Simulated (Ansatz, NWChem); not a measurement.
## C2F3N (cyanotrifluoromethane): the energy, rung by rung

C2F3N: 6 atoms, total charge 0, spin state singlet. SMILES: `N#CC(F)(F)F`. Geometry: relaxed at PBE0-D4/def2-TZVP.

| atom | x (Å) | y (Å) | z (Å) |
| --- | --- | --- | --- |
| N | 1.0221 | -1.7051 | 0.8935 |
| C | 0.4862 | -0.8106 | 0.4178 |
| C | -0.2064 | 0.3456 | -0.1972 |
| F | -1.3160 | -0.0558 | -0.8023 |
| F | 0.5815 | 0.9270 | -1.0915 |
| F | -0.5252 | 1.2348 | 0.7336 |

Each level gives the energy change with the C3–F5 bond stretched from 1.326 to 2.387 Å (eV). The values are calculated.

```csv
level,kind,program,value (eV),less CCSD(T)/cc-pVDZ,CPU time (all runs)
SVWN5/cc-pVDZ (restricted),LDA,Ansatz,4.56,+0.33,10 s
M06-L/cc-pVDZ (restricted),meta-GGA,NWChem,4.19,-0.04,82 s
B3LYP/cc-pVDZ (restricted),global hybrid,Ansatz,4.44,+0.21,20 s
r2SCAN0/cc-pVDZ (restricted),hybrid meta-GGA,Ansatz,5.03,+0.80,41 s
HSE06/cc-pVDZ (restricted),range-separated hybrid,Ansatz,4.77,+0.54,21 s
wB97M-V/cc-pVDZ (restricted),range-separated hybrid,Ansatz,4.99,+0.76,3.3 min
wB97X/cc-pVDZ (restricted),range-separated hybrid,Ansatz,5.00,+0.77,67 s
CCSD(T)/cc-pVDZ (restricted),coupled cluster or CI,Ansatz,4.23,0.00,1.9 min
```

Differences are taken from CCSD(T)/cc-pVDZ (restricted) for orientation; it has basis-set and higher-order errors of its own. Its T1 diagnostic reaches 0.031, a sign that one reference may not serve. At this stretch a single reference begins to fail. The first shape isn't each level's own minimum. The values span 4.19 to 5.03 eV. CPU times are rough (shared hosts, several kinds of processor): they show what a rung costs within a factor of a few.

Stretching the C–F bond costs more than 4 eV at every level, in keeping with a strong, polar σ bond. As the bond lengthens, the σ and σ* orbitals draw together and the two bonding electrons should separate onto carbon and fluorine. A closed-shell determinant instead retains too much ionic character, a penalty that exact exchange exposes and semilocal exchange partly masks. This probably explains why M06-L gives the lowest value and most hybrids lie high, but exchange admixture alone doesn't order the table: B3LYP falls below SVWN5, whose uniform-gas form tends to overbind, and r2SCAN0 slightly exceeds both wB97 functionals.

The near agreement of M06-L with CCSD(T) isn't proof of accuracy, since perturbative triples can overcorrect as the σ–σ* gap narrows, making the stretched molecule too stable. Part of the hybrids' apparent excess may therefore belong to the reference. None of these values is a bond dissociation energy, which would require the separated, relaxed F and CF2CN radicals.
